**Q:** I have a cell with gallium, antimony, bismuth and sulfur in it. Who takes electrons here, and who gives them up?

Bader charges (positive where electrons are lost) and Loewdin s, p and d populations in the 7-atom cell of GaBi2Sb3S, from Ansatz 0.2.0 at fixed atoms. Scalar-relativistic PBE without spin polarization, PAW, plane-wave cutoff 420 eV, 8x4x4 k mesh, Gaussian smearing of 0.1 eV. The zero for sulfur marks a d shell that its dataset lacks.

```csv
row,bader charge (e),element,s electrons (e),p electrons (e),d electrons (e)
1,0.442,Ga,1.301,1.817,9.990
2,-0.157,Sb,1.865,3.181,9.998
3,-0.137,Sb,1.749,3.174,9.997
4,-0.137,Sb,1.749,3.174,9.997
5,0.434,Bi,1.938,2.773,9.998
6,0.434,Bi,1.938,2.773,9.998
7,-0.879,S,1.806,4.539,0.000
```

**A:** Sulfur takes most of them. A Bader charge divides the electron density in space, along surfaces where it passes through a minimum between atoms; a positive value means fewer electrons than in the neutral atom. Sulfur carries $-0.879\,e$, and the three antimony atoms share the smaller rest of the negative charge. The two bismuth atoms hold about two thirds of the positive charge and gallium the remainder.

**Q:** Bismuth and antimony belong to the same group. Why do they end up with opposite signs?

**A:** Look at whom they touch. The table doesn't show this, but the atomic positions do: each bismuth has two sulfur and four antimony neighbours. The antimony in row 2 has no sulfur nearby. Those in rows 3 and 4 each have one sulfur atom slightly farther away than their antimony neighbour; that is long for an antimony–sulfur pair, and I don't count it as a contact. Bismuth is therefore in closer contact with the strongest electron attractor in the cell than antimony is, while the antimony atoms in rows 3 and 4 are bonded to gallium, the weakest attractor. Element and surroundings change together in these rows, so the table alone can't separate their effects.

**Q:** Can you turn that into a number?

**A:** Suppose that every contact moves charge in proportion to the difference in electronegativity, $\chi$, between its two atoms. What one atom loses its neighbour gains, so the cell stays neutral. The charge of atom $i$ is then a sum over its neighbours $j$:

$$q_i = k\sum_j(\chi_j-\chi_i)$$

Rough Pauling values are 1.8 for Ga, 2.1 for Sb, 2.0 for Bi and 2.6 for S. For bismuth this gives

$$2(2.6-2.0)+4(2.1-2.0)=1.6,\qquad q = 0.28\,e\times 1.6\approx 0.45\,e,$$

against $0.434\,e$ in the table.

The constant $k$ was fitted to the five sites that symmetry leaves distinct, this bismuth among them, so the agreement is not a prediction. The typical miss is $0.03\,e$; the largest is for gallium, whose charge comes out $0.05\,e$ too low. The model is crude in one obvious way: it gives the short Ga–S bond the same weight as the much longer Bi–S contacts. It also depends on where contacts are cut off: if the long antimony–sulfur distances counted as full contacts, a new fit would miss by about $0.10\,e$. The printed output after this text shows the fit without them, site by site.

**Q:** Does bismuth really give electrons to antimony as well, or only to sulfur?

**A:** Take the limit in which the two are equally electronegative. The antimony in row 2 has only antimony and bismuth neighbours, so the model would leave it neutral. The table gives it $-0.157\,e$, which points to some transfer from bismuth. Its antimony neighbours could also pass on electrons that they gain from gallium, a route the model leaves out.

The evidence is suggestive rather than firm. Antimony's electronegativity lies between 2.0 and 2.1, and the good fit depends on rounding it up. Besides, Bader surfaces can assign a charge even where neutral atoms of different elements merely overlap.

**Q:** If I add up the s, p and d electrons of gallium, I get more than its 13 valence electrons. So is it negative after all?

**A:** That sum is a Loewdin count, which shares electrons among atomic orbitals instead of regions of space. It gives gallium $13-13.108=-0.108\,e$, where Bader gives $+0.442\,e$. The antimony atoms in rows 3 and 4 also change sign, in the opposite direction, and these are the ones bonded to gallium. Their Loewdin charge is only $0.08\,e$, though, and the Loewdin counts miss 0.245 electrons of the whole cell, so that sign is weak.

The likely reason lies in the electrons shared in a bond. Gallium's 4p orbitals are diffuse and reach into its neighbours' space, so an orbital count credits gallium with density that Bader assigns to the neighbour. In a polar covalent bond the sign of an atom's charge can thus depend on the definition. Sulfur stays negative and bismuth positive in both counts, so those two signs are the safer ones to use. Neither kind of charge is an oxidation state.

**Q:** Row 2 is slightly more negative than row 3. Should I read anything into that?

**A:** No. The difference is $0.02\,e$, and without a test on a finer grid I wouldn't give it a cause. The perfect match between rows 3 and 4 is no such test, because symmetry makes them equal.

The 5s populations do differ clearly, 1.865 against 1.749, while the 5p populations are almost the same. Row 3 has a short bond to gallium, and row 2 has only long contacts. A short bond mixes the 5s orbital more strongly with its neighbours' orbitals, and part of it ends up in empty states. That is the standard bonding argument, and it fits the direction of the difference.

**Q:** What would change if I replaced sulfur with tellurium, or switched on spin–orbit coupling?

**A:** Tellurium is about as electronegative as antimony. With the same contacts, the model's main driving force would be much weaker, and the charges of bismuth and tellurium would shrink strongly. Real atoms would also move, and even the present arrangement may be only metastable.

Spin–orbit coupling, which this calculation leaves out, splits the bismuth 6p levels and can rearrange the bands near the Fermi level of this metal. My guess is that the site charges would change less, since they sum over all occupied states.

Numerical output:

```
fit of site_bader_charge on 5 rows (uniq > 0): coefficient of pullA 0.2957 +/- 0.031; rms 0.0991, worst 2 0.157, leave-one-out rms 0.167
  rows outside the fit (model, value, miss): 4 -0.05914, -0.137, 0.0779; 6 0.3548, 0.434, -0.0792
fit of site_bader_charge on 5 rows (uniq > 0): coefficient of pullB 0.2806 +/- 0.0091; rms 0.0317, worst 1 -0.0491, leave-one-out rms 0.0424
  rows outside the fit (model, value, miss): 4 -0.1403, -0.137, -0.00332; 6 0.449, 0.434, 0.015
Site by site:
  row  summed difference with Sb 2.1  model charge with Sb 2.0  model charge with Sb 2.1  Loewdin charge  Loewdin less Bader  electrons missing from s pair
    1                            1.4                    0.3548                    0.3929          -0.108               -0.55                          0.699
    2                           -0.4                         0                   -0.1123          -0.044               0.113                          0.135
    3                           -0.5                  -0.05914                   -0.1403            0.08               0.217                          0.251
    4                           -0.5                  -0.05914                   -0.1403            0.08               0.217                          0.251
    5                            1.6                    0.3548                     0.449           0.291              -0.143                          0.062
    6                            1.6                    0.3548                     0.449           0.291              -0.143                          0.062
    7                           -3.2                   -0.9462                    -0.898          -0.345               0.534                          0.194
Sum of all Bader charges in e: 0
Sum of the positive Bader charges in e: 1.31
Share of the positive charge on the two Bi in percent: 66.26
Share of the negative charge on S in percent: 67.1
Bader charge of Sb row 2 less Sb row 3 in e: -0.02
Sb 5s population of row 2 less row 3 in electrons: 0.116
Sb 5p population of row 2 less row 3 in electrons: 0.007
Ga 4s plus 4p population in electrons: 3.118
Ga ratio of 4p to 4s population: 1.397
Electrons of the cell missed by the Loewdin projection: 0.245
```
